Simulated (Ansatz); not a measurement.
# Relative energies of C4H3F7 isomers

3 of its isomers, all singlets with charge 0: A = `FCC(F)(C(F)F)C(F)(F)F`; B = `FC(F)C(F)C(F)C(F)(F)F`; C = `FC(F)CC(F)(F)C(F)(F)F`.

Shapes, held fixed at every level: PBE0-D4/def2-TZVP. Flexible molecules stand in one conformer, not always the lowest. Programs: Ansatz 0.2.0.

Electronic energies in kJ/mol, without zero-point or thermal terms.

Task: Which isomer should be the most stable, and roughly by how much?

Result: C < B < A in rising energy, over a span of 50 kJ/mol, by CCSD(T)/CBS estimate. All levels agree on that. The B − A difference spans -19.6 to -4.1 kJ/mol over the levels. The CBS estimate extrapolates MP2 from def2-TZVPP and def2-QZVPP and adds CCSD(T) − MP2 in the triple-zeta set, cores frozen.

| level | kind | B − A | C − A |
| --- | --- | --- | --- |
| HF/def2-TZVPP | Hartree–Fock | -19.6 | -53.0 |
| PBE-D4/def2-TZVPP | GGA | -13.0 | -51.9 |
| PBE0-D4/def2-TZVPP | global hybrid | -13.6 | -52.9 |
| B2PLYP/def2-TZVPP | double hybrid | -14.6 | -50.9 |
| MP2/def2-TZVPP | perturbation theory | -10.8 | -50.9 |
| CCSD(T)/def2-SVP | coupled cluster or CI | -4.1 | -48.9 |
| CCSD(T)/def2-TZVPP | coupled cluster or CI | -10.7 | -48.7 |
| CCSD(T)/CBS estimate | coupled cluster or CI | -12.1 | -49.5 |

The clear preference for C follows from how the fluorines are grouped. C carries all of them in CF3, CF2 and CHF2 groups, whereas A and B each have two carbons bearing a single fluorine. Geminal C–F bonds reinforce one another through donation from fluorine lone pairs into neighbouring C–F σ* orbitals and through attraction between the strongly positive carbon and its fluorines. All three isomers have the same number of vicinal F/F pairs, so a simple count of these cannot explain the order.

A and B also match in geminal pairs, and their smaller gap probably reflects crowding around the fully substituted carbon of A. Correlation offsets part of this penalty: the gap shrinks from -19.6 kJ/mol in Hartree–Fock to -10.7 kJ/mol with CCSD(T) in the same basis, as expected if medium-range correlation favours the more compact branched skeleton. C's place at the bottom is thus much more secure than the exact B–A spacing. B also has two stereocentres, and the energy of its other diastereomer is not shown.
